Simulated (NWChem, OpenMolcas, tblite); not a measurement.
**How methods differ on C2HCl2Si (SMILES C#C[Si](Cl)Cl)**

C2HCl2Si has 6 atoms, charge 0, and is taken as a doublet. As SMILES, `C#C[Si](Cl)Cl`. Geometry: relaxed at PBE0-D4/def2-TZVP.

Each level gives the dipole moment (D). The values are calculated.

```tsv
level	kind	program	value (D)	CPU time
IPEA1-xTB	semi-empirical	tblite	2.89	under 2 s
UHF/cc-pVDZ	Hartree–Fock	OpenMolcas	2.37	11 s
USVWN5/cc-pVDZ	LDA	OpenMolcas	1.75	21 s
UPBE/cc-pVDZ	GGA	OpenMolcas	1.76	36 s
U-r2SCAN/cc-pVDZ	meta-GGA	OpenMolcas	1.93	45 s
UB3LYP/cc-pVDZ	global hybrid	NWChem	1.89	2.6 min
```

The values span 1.75 to 2.89 D. Magnitudes only. Times are those of the runs behind each value, whatever else they computed, on shared processors of several kinds: orders of magnitude only.

The four density functionals agree on a moderately polar radical, with dipole moments from 1.75 to 1.93 D, while Hartree–Fock gives 2.37 D and IPEA1-xTB stands apart at 2.89 D. The polarity comes from electropositive silicon bound to two chlorines and to an sp carbon, itself fairly electronegative. Because these bond contributions point in different directions and partly cancel, the net moment is sensitive to modest shifts of charge along the Si–Cl and Si–C bonds. Hartree–Fock probably exceeds the functionals because, without correlation, it makes these bonds too ionic.

Adding gradient corrections to the local density approximation leaves the moment almost unchanged. Exact exchange alone does not order the functionals, since r2SCAN, which has none, lies slightly above B3LYP. The results therefore support a clearly polar molecule more firmly than any particular second digit. Agreement among the functionals does not establish basis-set convergence, as they share a double-zeta set without diffuse functions, to which dipole moments are often sensitive.
